## Why the computed elastic constants of SiC lie low, and why C11 seems not to

PBE makes cubic SiC too soft against compression, by about 6% relative to the quoted bulk modulus. The likely main reason is that it makes the crystal slightly too large. C12 and C44 are low as well, while C11 seems to come out 1% too high. That exception can't be taken at face value, because the quoted measured constants contradict one another.

ABINIT 10.8.3, plane-wave DFT with the PBE functional and PseudoDojo NC SR PBE v0.4.1 standard pseudopotentials, for cubic SiC in its PBE-relaxed cell. The cutoff is 1115.67 eV and the k-point mesh 6 × 6 × 6 with four shifts. The computed constants include the shift of the atoms under strain.

| row | computed constant (GPa) | what it is | measured constant (GPa) | label in the paper, method, sample | source |
| --- | --- | --- | --- | --- | --- |
| 1 | 127 | C12 | n/a | n/a | n/a |
| 2 | n/a | n/a | 142 | C12; quoted earlier experiment; bulk crystal | pmc:9505936 (2022) |
| 3 | 212.5 | bulk modulus (Hill) | n/a | n/a | n/a |
| 4 | n/a | n/a | 225 | bulk modulus B; quoted earlier experiment; bulk crystal | pmc:9505936 (2022) |
| 5 | 242 | C44 | n/a | n/a | n/a |
| 6 | n/a | n/a | 256 | C44; quoted earlier experiment; bulk crystal | pmc:9505936 (2022) |
| 7 | n/a | n/a | 380 | C11; quoted earlier experiment; bulk crystal | pmc:9505936 (2022) |
| 8 | 384 | C11 | n/a | n/a | n/a |

### What each constant resists

The constants differ in what they ask of the bonds. C11 is the stress along a cube edge per unit of stretch along that edge, with the other two edges held fixed. C12 is the stress that the same stretch causes along the edges that are held. C44 measures the resistance to shearing the cube so that its right angles close or open, and the bulk modulus $B$ measures the resistance to uniform compression.

In SiC every atom has four neighbours at the corners of a tetrahedron, so each bond points along a body diagonal of the cube. A bond in that direction feels a stretch along any of the three edges equally. If one edge grows and another shrinks by the same amount, all bonds keep their length to first order, and only the angles between them change. Bond stretching therefore resists a change of volume, and bond bending resists a change in the proportions of the edges at fixed volume.

This split suggests a second pair of constants in place of C11 and C12. One is $B$, which belongs to bond stretching. The other is the shear constant $C' = (C_{11}-C_{12})/2$, which belongs to bond bending. For a cubic crystal the two pairs are linked exactly:

$$B = \frac{C_{11}+2C_{12}}{3},\qquad C_{11} = B + \tfrac{4}{3}C',\qquad C_{12} = B - \tfrac{2}{3}C'.$$

### Why the order is C12, B, C44, C11

The computed and the quoted values run in the same order, and part of that order is arithmetic. $B$ is an average of C11 and C12, so it must lie between them. What bond bending decides is how far apart those two stand. With stretching springs alone $C'$ would vanish, and C11, C12 and $B$ would coincide; the computed $C'$ of 128.5 GPa shows how far SiC is from that limit.

The place of C44 needs one more step. This shear lengthens two of the four bonds at each atom and shortens the other two, so at first it meets the stretching springs. The silicon and carbon sublattices can then shift against each other and restore the bond lengths. In a network of nearest-neighbour stretching springs that shift would remove the whole resistance, and C44 would be zero.

The same calculation shows how little stiffness SiC loses in this way. With the atoms forbidden to shift, C44 is 265.7 GPa; letting them shift lowers it by only 9%, which leaves it above $B$. The shift relieves the stretched bonds but has to bend angles, and that cost holds it back. In diamond, where bending is much stiffer compared with stretching, C44 also lies above $B$; in silicon, where bending is weaker, it lies below. For SiC the cost of bending is probably not the whole reason. Keating's model, which has only springs for stretching and bending, is expected to put C44 below $B$ when it is matched to the computed C11 and C12, so other forces between the atoms should matter too.

### The irregular row rests on an inconsistent quoted set

The first of the three relations can be used to test the numbers before any physics is drawn from them. The computed C11 and C12 give a bulk modulus of 212.7 GPa, which agrees with the listed 212.5 GPa to within rounding, as it must, since the listed value is derived from the same constants. The quoted C11 and C12 give 221.3 GPa, while the quoted bulk modulus is 225 GPa. The gap is small, but it is about as large as the C11 excess, which rests on the same quoted set.

If the quoted $B$ and C12 are right, C11 must be $3\times225-2\times142=391$ GPa instead of 380 GPa. Against that value the computed C11 is 7 GPa too low, and the exception disappears. A C11 close to the required value also belongs, as far as recalled, to the set usually given for cubic SiC. A slip in the quoted C11 is therefore plausible, though the table can't prove it.

The fault could equally sit in C12 or in $B$, so it matters which findings survive each repair. If C12 is the wrong entry, it must be 147.5 GPa, and the computed C12 falls even further below it. If $B$ is wrong and 221.3 GPa is right, the computed bulk modulus is still low, by about 9 GPa. The deficits of C12 and $B$ thus stand whichever single entry is repaired, whereas the sign of the C11 difference depends on which entry is corrected. Until the faulty entry is known, no physical cause should be sought for the C11 excess.

### How a slightly large cell softens the crystal

PBE commonly makes the bonds of solids a little too long. The force needed to stretch a bond further rises less steeply once the bond is already long, so a crystal with longer bonds resists compression less. The calculation used the cell that PBE itself prefers, at almost zero pressure, and so it carries this error in full.

The size of the effect can be estimated by treating the computed crystal as a real one that has been slightly expanded. Expanding a crystal by a fraction $\Delta V/V$ takes a negative pressure of about $-B\,\Delta V/V$. The bulk modulus changes with pressure at a rate $B'$, a pure number, so that

$$\Delta B \approx -B'\,B\,\frac{\Delta V}{V}.$$

Two rough values go into this formula. The cubic cell edge in this calculation is 4.380 Å, about half a percent longer than the measured edge as far as recalled, which makes the volume about 1.5% too large. The value of $B'$, also recalled, is about 4. With the quoted bulk modulus the result is

$$\Delta B \approx -4\times 0.015\times 225\ \text{GPa} = -13.5\ \text{GPa}.$$

The computed bulk modulus is 12.5 GPa below the quoted one, so the volume error is large enough to account for the whole deficit. The agreement is not as sharp as it looks. An edge excess of 0.4% or 0.6% would give a loss of about 11 or 16 GPa, and the deficit itself shrinks to 9 GPa if the quoted $B$ is the faulty entry. The estimate supports the size of the effect, but it doesn't prove the cause.

Temperature and zero-point motion don't offer another way out. Both are present in the measured crystal and absent from the calculation, and both usually soften a crystal. Taking them out of the measured values would raise those values and widen the deficit.

### Why C12 suffers most

A loss of bulk modulus passes in full into both C11 and C12, because each contains $B$ with a factor of one. The same loss weighs more on the smaller constant. A drop of 12 GPa is more than 8% of the quoted C12 but only about 3% of a C11 of 391 GPa. This alone makes C12 more sensitive than C11 or $B$ in relative terms.

The shear constant $C'$ widens the contrast. In tetrahedral crystals it usually reacts much less to a change of volume than $B$ does, so the large cell should leave it nearly untouched. The computed $C'$ is indeed not soft: it lies above the quoted one whether C11, C12 or $B$ is corrected. With C11 corrected, the excess is 4 GPa.

The two differences can now be put together for that case. $B$ is low by about 12 GPa and $C'$ is high by 4 GPa, which changes C11 by $-12+5=-7$ GPa and C12 by $-12-3=-15$ GPa. A stiffer $C'$ props up C11 and pulls C12 down further. These sums restate the table in other terms and don't test the mechanism, but they show why one softening looks so different in two constants.

The small excess of $C'$ has no established cause. It may come from the functional, from the measurements or from the finite mesh of the calculation, for which no convergence series is available. Its size also depends on which quoted entry is repaired. What the comparison supports is the weaker statement that PBE softens SiC against compression and not against this particular shear.

### What this means for using the numbers

For a design that depends on stiffness, the error to allow for depends on the load. Under uniform pressure the computed crystal yields about 6% too easily, relative to the quoted bulk modulus. For a stretch along a cube edge with the sides held, the error is probably smaller, because the part of C11 that comes from bond bending is not softened. The stress on the held sides is the least reliable, with a computed C12 about 11% below the quoted value.

A comparison with measured constants should begin with the cubic relation between C11, C12 and $B$. It takes one line of arithmetic, and here it keeps a doubtful entry from being explained as physics. It can't say which entry is wrong; for that, the original measurement has to be consulted, since all four quoted values come second-hand from one paper.

### The open question: C44

C44 is low by 14 GPa, or about 5% of the quoted value, and the estimate for the bulk modulus doesn't cover it. Some softening is to be expected, because this shear stretches bonds as well as bending them. It should nevertheless react less to volume than $B$ does, and yet its deficit is about as large. PBE may weaken this shear in some further way, the quoted C44 may be too high, or the finite mesh and the pseudopotentials may play a part.

A calculation with the same functional and settings at the measured cell size would show how much of the deficit belongs to the large cell. If $B$ and C44 both rose to the quoted values, the large cell would be enough to explain both deficits. If only $B$ recovered, the remaining deficit of C44 would have to come from the functional's description of the bonds themselves, from the settings of the calculation or from the measurement.
